**Question: why is the error of an unconverged polarisability quadratic in the residual, and when is it a bound? (H⁻ example)**

My linear-response code solves M(ω)x = d iteratively, with M(ω) = A + B − ω²(A − B)⁻¹. I was told to report F[x] = 4(2 d·x − x·M·x) instead of 4 d·x. I would like to see this on something I can do by hand, in atomic units (Eh, a₀).

Take H⁻ (Z = 1, fixed nucleus) with both electrons in φ = (ζ³/π)^½ e^(−ζr), ζ = 11/16 a₀⁻¹, the variational exponent Z − 5/16. This is the only s function. Use time-dependent Hartree–Fock, which for a two-electron singlet coincides with adiabatic exact-exchange TDDFT. The p function is χ₁ = (β⁵/π)^½ z e^(−βr).

(a) Static case: what does F give for β/ζ = 0.4, 0.5, 0.6?
(b) Fix β = ζ/2, let s = ζr, and take the response space to be χ₁ and χ₂ = χ₁(5 − s)/√5, which are orthonormal. The trial vector is x = cχ₁. Find the best c, F, the residual and the error at ω = 0.02 Eh.
(c) What if c is 10 % too large?
(d) What happens at ω = 0, ω = 0.1i Eh and ω = 0.06 Eh?

**Answer**

**Where the formula comes from**

Conventions: real spatial orbital, closed shell, singlet A and B, perturbation +Ez cos ωt per electron, α in a₀³. The orbital obeys i∂φ/∂t = (h + J[φ])φ, where J is the Hartree potential of one electron. Write φ(t) = e^(−iεt)(φ + a + ib) with a and b real p functions. Only a changes the density in first order, and it changes Jφ by 2Ka, with K_ab = (φχ_a|φχ_b). Define D = h + J − ε in the p space. The imaginary and real parts give

∂a/∂t = Db, −∂b/∂t = (D + 2K)a + dE cos ωt, d_a = ⟨φ|z|χ_a⟩.

So A − B = D and A + B = D + 2K. Eliminating b gives Ma = −dE cos ωt. The density change is 4φa (two electrons, cross term twice), the induced dipole is −4 d·a, and α = 4 d·M⁻¹·d.

For any x define the residual r = d − Mx. M is symmetric, so r·M⁻¹·r = d·M⁻¹·d − 2 d·x + x·M·x, and

α − F[x] = 4 r·M⁻¹·r.

This is exact. F is stationary at r = 0, where it equals α. The plain estimate has α − 4 d·x = 4 x*·r with x* = M⁻¹d, which is linear in r and of either sign.

F ≤ α for every x when M is positive definite. Assume a stable reference, A + B and A − B both positive definite. Then

M = D^(−½) [D^(½)(A + B)D^(½) − ω²] D^(−½),

and the bracket has eigenvalues ω_n² − ω², where ω_n are the excitation energies in the space considered. M is therefore positive definite for real |ω| < ω₁ and for every imaginary ω = iu, where −ω² = +u². The bound refers to α of the same method in the same space, not to the exact polarisability.

**(a) One Slater p function, ω = 0**

The orbital energy is ε = ζ²/2 − ζ + 5ζ/8 = −11/512 = −0.021484 Eh, and −1/r + J(r) = −e^(−2ζr)(1/r + ζ). With γ = ζ + β,

d₁ = 32(ζ³β⁵)^½/γ⁵
D₁₁ = β²/2 − β⁵/(2γ⁴) − ζβ⁵/γ⁵ − ε
K₁₁ = 28ζ³β⁵/(3γ⁷).

Maximising F over c gives c = d₁/M₁₁ and F = 4d₁²/M₁₁, with M₁₁ = D₁₁ + 2K₁₁ at ω = 0:

β/ζ = 0.4: F = 44.12 a₀³
β/ζ = 0.5: F = 47.40 a₀³
β/ζ = 0.6: F = 45.55 a₀³.

All three are lower bounds to the static α of this φ with a complete p space, because M is positive definite there. The attraction e^(−2ζr)(1/r + ζ) never exceeds 0.427 of the centrifugal term 1/r² (the ratio peaks at s = 1/√2), so D ≥ |ε|. K is a Coulomb self-energy, so K ≥ 0. It also follows that ω₁² ≥ ε²: in the complete space the spectrum starts at the detachment edge |ε| = 0.585 eV. This frozen-orbital (Koopmans-type) edge is a model value: it lies below the real detachment threshold of H⁻, the electron affinity of hydrogen, by tens of per cent rather than by a large factor. The largest F is the best of the three.

**(b) Two-function space, ω = 0.02 Eh (0.544 eV, 2278 nm)**

With β = ζ/2 all integrals are rational apart from √2 and √5. I print rounded values but carry all digits. The many figures serve only to exhibit the identity.

D₁₁ = ζ²/8 − 7ζ/972 − ε = 0.075615 Eh
D₁₂ = (ζ²/4 − 73ζ/2916)/√5 = 0.045148 Eh
D₂₂ = 9ζ²/40 − 53ζ/2916 − ε = 0.115336 Eh
K₁₁ = 112ζ/6561 = 0.011736 Eh
K₁₂ = 8K₁₁/(3√5) = 0.013996 Eh
K₂₂ = 95K₁₁/63 = 0.017697 Eh
d₁ = 128√2/(243ζ) = 1.083543 a₀, d₂ = √5 d₁/3 = 0.807625 a₀.

Listing the (11, 12, 22) elements,

A + B: 0.099087, 0.073140, 0.150731 Eh
D⁻¹: 17.2585, −6.7557, 11.3148 Eh⁻¹.

The roots of det M = 0 are ω₁ = 0.04676 Eh (1.27 eV) and ω₂ = 0.17116 Eh. They lie above the edge at |ε| and are discretised continuum states. Our ω is below both ω₁ and the edge. Subtracting ω²D⁻¹ with ω² = 4×10⁻⁴ Eh²,

M: 0.092184, 0.075842, 0.146205 Eh.

Then c = d₁/M₁₁ = 11.7541 a₀/Eh and F = 4d₁c = 50.944 a₀³. The residual is r₁ = 0 and r₂ = d₂ − M₁₂c = −0.083831 a₀. Only (M⁻¹)₂₂ is needed, and its reciprocal is M₂₂ − M₁₂²/M₁₁ = 0.083808 Eh. Hence

α − F = 4r₂²/(0.083808 Eh) = 0.335 a₀³, α = 51.280 a₀³ = 7.60 Å³,

the same α that direct inversion of the 2×2 matrix gives. A residual with |r|/|d| = 6.2 % leaves an error of 0.65 %.

One trap: x·M·x contains (D⁻¹)₁₁ = 17.2585 Eh⁻¹, not 1/D₁₁ = 13.2248 Eh⁻¹. For positive definite D, inverting in a subspace can only lower x·D⁻¹·x. At real ω this raises x·M·x and lowers F, so the bound survives. By the same argument 51.280 a₀³ is itself a lower bound to the complete-p-space value at this ω. At imaginary ω the shortcut raises F, and the proof above no longer covers it.

**(c) Amplitude 10 % too large**

At the optimal c, x·r = 0 and 4 d·x equals F, so the two estimates differ only for an unoptimised vector. For x = 1.1cχ₁, 4 d·x = 56.039 a₀³, which is above α by 4.759 a₀³. The functional gives (2·1.1 − 1.1²) = 0.99 times the optimum, F = 50.435 a₀³, below α by 0.845 a₀³. A 10 % error in the amplitude costs 1 % in F. The residual is now r = (−0.10835, −0.17298) a₀, and 4 r·M⁻¹·r returns the same 0.845 a₀³.

**(d) Other frequencies, optimal c**

Columns: ω (Eh); c (a₀/Eh); r₂ (a₀); F; 4 r·M⁻¹·r; α (last three in a₀³).

0; 10.9352; 0.00783; 47.395; 0.0025; 47.398
0.1i; 3.9884; 0.78536; 17.287; 9.354; 26.640
0.06; 29.319; −2.0498; 127.07; −114.32; 12.75

At ω = 0 the residual almost vanishes, for a reason. The derivative ∂χ₁/∂β is proportional to χ₂, and dF/dβ at optimal c is 8 r·∂x/∂β. An exponent at the maximum of part (a) would make r₂ exactly zero, and β = ζ/2 is close to it.

At ω = 0.1i Eh the bound holds, but it is poor. With growing u the term u²D⁻¹ takes over, x* tends to Dd/u², and its shape is no longer that of χ₁. A quadratic error is small only when the residual is.

At ω = 0.06 Eh, between ω₁ and ω₂, M has one negative eigenvalue. The identity still holds, but the stationary point is a saddle and here F lies far above α. In a complete space this frequency is inside the continuum, and a real finite-basis α has no direct physical meaning there.

**How this relates to the real ion**

The model underestimates the polarisability of H⁻ by a large factor, several times rather than tens of per cent. The single tight orbital has total energy −ζ² = −0.4727 Eh, above the −1/2 Eh of a hydrogen atom plus a free electron at rest. It lacks the radial correlation that lets one electron stay close while the other is very diffuse. That shortfall is far larger than the 0.335 a₀³ found in (b). F bounds the convergence error of the solver within the chosen method and says nothing about the method itself.